A polarisability is a sum of squared matrix elements over energy gaps, so the naive picture has every subshell adding a positive amount that grows with its size and its number of electrons. For Mn5+ in the configuration [Ar]4s², treated in relativistic RPA, neither the sign nor the growth holds throughout. In the dipole column the parts rise in size from 2s down to 4s, but those from 2s to 3p are negative, and the 4s pair alone exceeds the total of 9.717 bohr³. In the quadrupole column 3s overtakes 3p per electron.

B-spline many-body code 1: static response of the closed-shell ion Mn5+ (Z = 25) in the configuration [Ar] 4s2, from relativistic RPA with the no-pair Dirac-Coulomb Hamiltonian, a B-spline basis and a finite nucleus of rms radius 3.7057 fm. Each part is the contribution of a whole subshell to the coupled dipole or quadrupole polarisability.

```
subshell  dipole part (bohr³)  quadrupole part (bohr⁵)
   1s1/2                  n/a                      n/a
   2s1/2           -0.0004485               -0.0003314
   2p1/2            -0.001538                      n/a
   2p3/2            -0.003167                      n/a
   3s1/2            -0.003301                   0.1087
   3p1/2             -0.05628                  0.07524
   3p3/2              -0.1146                   0.1598
   4s1/2                9.896                    18.77
```

The dipole part and the quadrupole part are the shares of each occupied subshell in the static response to a uniform field and to a field gradient; the label 3p3/2 gives n, l and j, and such a subshell holds 2j + 1 electrons. The configuration is an excited one, since the ion's ground configuration is 3d², so nothing here is the polarisability of ground-state Mn5+. That state has no diffuse 4s pair and must be far stiffer.

The 1s pair is too tightly bound to matter. The dipole parts from 2s to 4s add up to the total within rounding, which bounds the 1s share at about 10⁻⁴ bohr³.

With 2s and 2p the negative sign appears. A core electron responding to the applied field alone mixes with empty orbitals above it, and each such term is positive. In RPA it also feels the potential of all the other displaced electrons, above all the soft 4s pair, whose shifted cloud pushes against the applied field in the region it encloses. Two coupled oscillators, core c and valence v, show the consequence. With stiffness M (the excitation energy), coupling d to the field E, mutual coupling V and displacement x,

M_c x_c + V x_v = d_c E
V x_c + M_v x_v = d_v E

and, taking a subshell's part as d·x/E, the core part for V² small beside M_c M_v is

α_c ≈ (d_c / M_c) · (d_c − V d_v / M_v)

The bracket is the net drive on the core. It turns negative when the valence oscillator is soft and strongly driven, small M_v and large d_v, which describes 4s→4p. The same cross term, −V d_c d_v/(M_c M_v), also lowers the 4s part, so the 4s share of 102% does not mean that the core helps it. Theory thus demands coupling for a negative part, given that definition of a part; the size of V is not tested here. Reading the bracket as a classical local field that has changed direction is a guess. The same calculation gives a dipole shielding factor of 0.80, so the field at the nucleus is cut to 0.20 of the applied one without reversing, and exchange terms may carry some of the effect. The factor equals N/Z = 20/25, as the balance of forces on an ion requires, which checks the consistency of the dipole response and nothing about the choice of state.

V involves the same core transition as d_c and should grow with it, so within a shell the size of a part should go roughly as d_c²/M_c, and selection rules control this ratio. An s electron would move most easily into the p orbital of its own shell, which is full, so 2s and 3s must both reach 4p or higher. A p electron can move into the d orbitals, none of which is blocked: 3d first and, for 2p, the higher ones too. This is the likely reason why 2p1/2 exceeds 2s in size by a factor of 3.4 with the same two electrons. The quadrupole part of 2s, −0.0003314 bohr⁵, is well above rounding and opposite in sign to the n = 3 parts; it needs coupling too, but nothing here identifies which term produces it.

In the n = 3 stretch the same rule acts more sharply. The step 3p→3d stays within one shell, with large overlap and a modest gap, whereas 2p→3d crosses shells. The p parts grow about 36-fold from n = 2 to n = 3, the s part only 7.4-fold, and 3p1/2 is 17 times 3s. The rule speaks to the comparison of p with s; the growth factors themselves belong to net parts, each a difference of drive and screening, and are not ratios of d_c²/M_c. For the quadrupole operator the roles swap, because it keeps parity: 3s→3d is now the open step within the shell, while 3p→3p is blocked and 3p must reach 4p or f orbitals. Per electron 3s gives 0.054 bohr⁵ against 0.038 and 0.040 for the two 3p subshells. The orders are in the table; the attribution to these transitions is argued from the selection rules. The n = 3 quadrupole parts are positive, so here coupling does not overturn the drive. The Sternheimer factor of −3.4, good to two or three digits, means a field gradient at the nucleus enhanced about 4.4-fold, but it weights the response by r⁻³ and is no guide to the signs of these parts: the 2s part is negative all the same.

Spin-orbit splitting hardly shapes the stretch. Without relativity the p3/2 part would be exactly twice the p1/2 part, by occupancy. The ratios exceed 2 by 3.0% (2p dipole), 1.8% (3p dipole) and 6.2% (3p quadrupole), the order of (Zα)² = 3.3%, with α here the fine-structure constant; this is a hydrogenic scale and only a rough guide for screened electrons. The p1/2 orbital is the more contracted and more deeply bound, hence the stiffer, and an r² operator is more sensitive to a change of radius than r is. These ratios do not show the scalar contraction of 4s, which changes the opposing term for both j alike.

The last row holds 102% of the dipole total and 98% of the quadrupole total; per electron 4s outweighs 3p3/2 by factors of about 170 and 235. It is the largest orbital and its dipole step 4s→4p stays within the shell. One estimate, whose two parameters are fixed by two moments of the run, asks whether the dipole response behaves as two electrons on a single spring. It uses totals of the run, not any row. For excitation energy w and oscillator strength f, the polarisability is α₁ = f/w² and the next Cauchy moment is S(−4) = f/w⁴, which the calculation gives as 52.30 atomic units. Then

w = √(9.717 / 52.30) = 0.431 hartree = 11.7 eV
f = 9.717² / 52.30 = 1.805

So an effective strength of about 90% of two electrons', or 9% of the twenty electrons', reproduces the static response. Both w and f are averages that include core excitations; if all strengths are positive, the lowest line, 4s→4p, lies below w and is weaker than f. The mean excitation energy of 394.6 eV is some 34 times w because it counts all electrons on a logarithmic scale, while the 1/w² weight suppresses the core. The single spring falls short for dispersion. London's formula gives (3/4) × 9.717² × 0.431 = 30.5 hartree bohr⁶, 8.6% below the calculated C6 of 33.39. If all dipole oscillator strengths are positive, one oscillator matched to these two moments is a lower bound, and the shortfall measures strength at higher energies, core excitations included. Negative subshell parts and positive strengths are compatible, because the first divide the response by orbital and the second by excited state. The printed output below lists the shares and ratios row by row.

Coupling raises the totals over their uncoupled values, by 16.5% (dipole), 37.3% (quadrupole) and 22.5% (octupole), in spite of the screening just described. A likely reason, for upward excitations, is that empty Hartree-Fock orbitals feel all N electrons and lie too high, and RPA restores the attraction between the excited electron and its hole. The large quadrupole gain deserves caution. The run reports RPA as unstable for a multipole, and with empty 3d below 4s the decay 4s→3d is the natural suspect; by parity it enters the quadrupole and neither the dipole nor the octupole. That identification is a guess, but if it holds, the downward step adds a negative term, which the electron–hole attraction should shrink by widening the downward gap, so swelling the gain; the 4s value of 18.77 bohr⁵ is a net and formal response about an unstable state, and the 3s part and the Sternheimer factor, which belong to the same quadrupole channel, may be affected too. Correlation beyond RPA is absent throughout and would probably shift the 4s row most in absolute terms.

For a neighbouring 4s² ion of higher charge the 4s–4p gap widens, so α₁ ≈ f/w² falls and the opposing term V d_v/M_v should weaken. With the 4s pair removed, the argon-like core as a whole must have a positive dipole polarisability, led by 3p→3d.

Numerical output:

```
subshell electrons | dipole bohr^3, share of total | quadrupole bohr^5, share of total
1s1/2  2 |                   not printed |                   not printed
2s1/2  2 |  -0.0002243 per e   -0.0046 % |  -0.0001657 per e   -0.0017 %
2p1/2  2 |   -0.000769 per e   -0.0158 % |                   not printed
2p3/2  4 |  -0.0007918 per e   -0.0326 % |                   not printed
3s1/2  2 |   -0.001651 per e   -0.0340 % |    +0.05435 per e   +0.5686 %
3p1/2  2 |    -0.02814 per e   -0.5792 % |    +0.03762 per e   +0.3936 %
3p3/2  4 |    -0.02865 per e   -1.1794 % |    +0.03995 per e   +0.8359 %
4s1/2  2 |      +4.948 per e +101.8427 % |      +9.385 per e  +98.1808 %
dipole: listed core sum -0.1793 bohr^3 = -1.85 % of total 9.71695
  total - listed parts +2.8e-04 (rounding 5.6e-04); with six-figure 4s -5.6e-05 (rounding 6.7e-05)
quadrupole: listed core sum +0.3434 bohr^5 = +1.80 % of total 19.1178
  total - listed parts +4.4e-03 (rounding 5.2e-03); with six-figure 4s -1.1e-04 (rounding 2.1e-04)
dipole shell sums: n=2 -0.00515, n=3 -0.1742 bohr^3, ratio 33.8
dipole 3p1/2 / 2p1/2 36.6; 3p3/2 / 2p3/2 36.2; 3s / 2s 7.36
size per electron, 4s over 3p3/2: dipole 173, quadrupole 235
size of 4s over 3s: dipole 2998, quadrupole 173
dipole p1/2 over s: n=2 3.43, n=3 17.0
quadrupole per electron, 3s over 3p1/2 1.44, 3s over 3p3/2 1.36
quadrupole 3s over 2s -328 (opposite signs)
j=3/2 over j=1/2, dipole 2p: 2.059, +3.0 % from the occupancy ratio 2
j=3/2 over j=1/2, dipole 3p: 2.036, +1.8 % from the occupancy ratio 2
j=3/2 over j=1/2, quadrupole 3p: 2.124, +6.2 % from the occupancy ratio 2
(Z alpha)^2 = 3.3 %
coupled over uncoupled total, dipole: 1.165 (gain +1.376 a.u., +16.5 %)
coupled over uncoupled total, quadrupole: 1.373 (gain +5.193 a.u., +37.3 %)
coupled over uncoupled total, octupole: 1.225 (gain +14.916 a.u., +22.5 %)
dipole shielding 0.80, N/Z 0.80, net field at nucleus 0.20 of applied
field gradient at nucleus, 1 - Sternheimer factor = 4.4 times applied
one oscillator: w = 0.4310 hartree = 11.73 eV, f = 1.805 (90 % of 2, 9 % of 20 electrons)
mean excitation energy 394.6 eV over w: 33.6
London C6 30.52 against run 33.39 hartree bohr^6: -8.6 %
```
